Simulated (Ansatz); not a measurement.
A series in volume per atom on CdPd

Results calculated with Ansatz 0.2.0, not measured. Periodic Kohn-Sham DFT of a crystal at fixed atoms; pressure and stress are positive in compression; the energy is the free energy less that of spherical unpolarised free atoms; site moments are those in the method's own spheres, positive along +z.

Cell of the first row (space group P4/mmm, No. 123):
```
CdPd
1.0
      2.9658     0.0000     0.0000
      0.0000     2.9658     0.0000
      0.0000     0.0000     3.5569
Cd Pd
1 1
Direct
  0.00000 0.00000 0.00000
  0.50000 0.50000 0.50000
```

Settings of every row: method frozen-core PAW; functional PBEsol; relativity scalar; k mesh 11x11x9; filling fermi-dirac; smearing width 0.05 eV; wave cutoff 420 eV; paw set soft_2.

Atom start moment: 0 on all atoms.

Limits: PAW files made with PBE.

```
row  volume per atom (Å³)  pressure (GPa)
  1                15.643           8.192
  2                15.976           4.583
  3                16.309           1.409
  4                16.475               ?
  5                16.642          -1.379
  6                16.808          -2.643
  7                16.974          -3.828
  8                17.307          -5.977
  9                 17.64           -7.86
```

Question: what pressure should row 4 give?

Worked fit of pressure. Take u = (V_r/V)^(2/3) − 1 with V_r = 16.725 Å³ an atom, which is twice the finite (Eulerian) strain; such expansions in the strain, on which the Birch-Murnaghan equation of state is built, carry the rest volume and the bulk modulus. The shown rows have u = 0.0456, 0.03102, 0.01693, 0.00332, -0.00329, -0.0098, -0.02255, -0.03489. Least squares give pressure = −2.0228 + 190.691 × u + 696.29 × u² + 747 × u³ GPa; a parabola predicts inner rows, each left out in turn, worse (root mean square 0.012 against 0.0027 GPa). The rows lie off it by 0.001, -0.002, 0.000, 0.003, 0.000, -0.003, 0.000, 0.000. The pressure vanishes at u = 0.0102, or V = 16.47 Å³ an atom, and there the bulk modulus at fixed shape and fractions is B = −V dP/dV = (2/3)(1 + u) dP/du = 138 GPa. Letting shape and atoms relax would as a rule lower it, by much in layered, chain or molecular crystals. The withheld row has u = 0.01009, so the fit gives −2.0228 + 190.691 × (0.01009) + 696.29 × (0.01009)² + 747 × (0.01009)³ = -0.027 GPa.

The calculation gave -0.03 GPa. The fit lies 0.003 GPa (10 % of the value, 0.019 % of the column's range) above it; its largest miss of a shown row is 0.003 GPa.
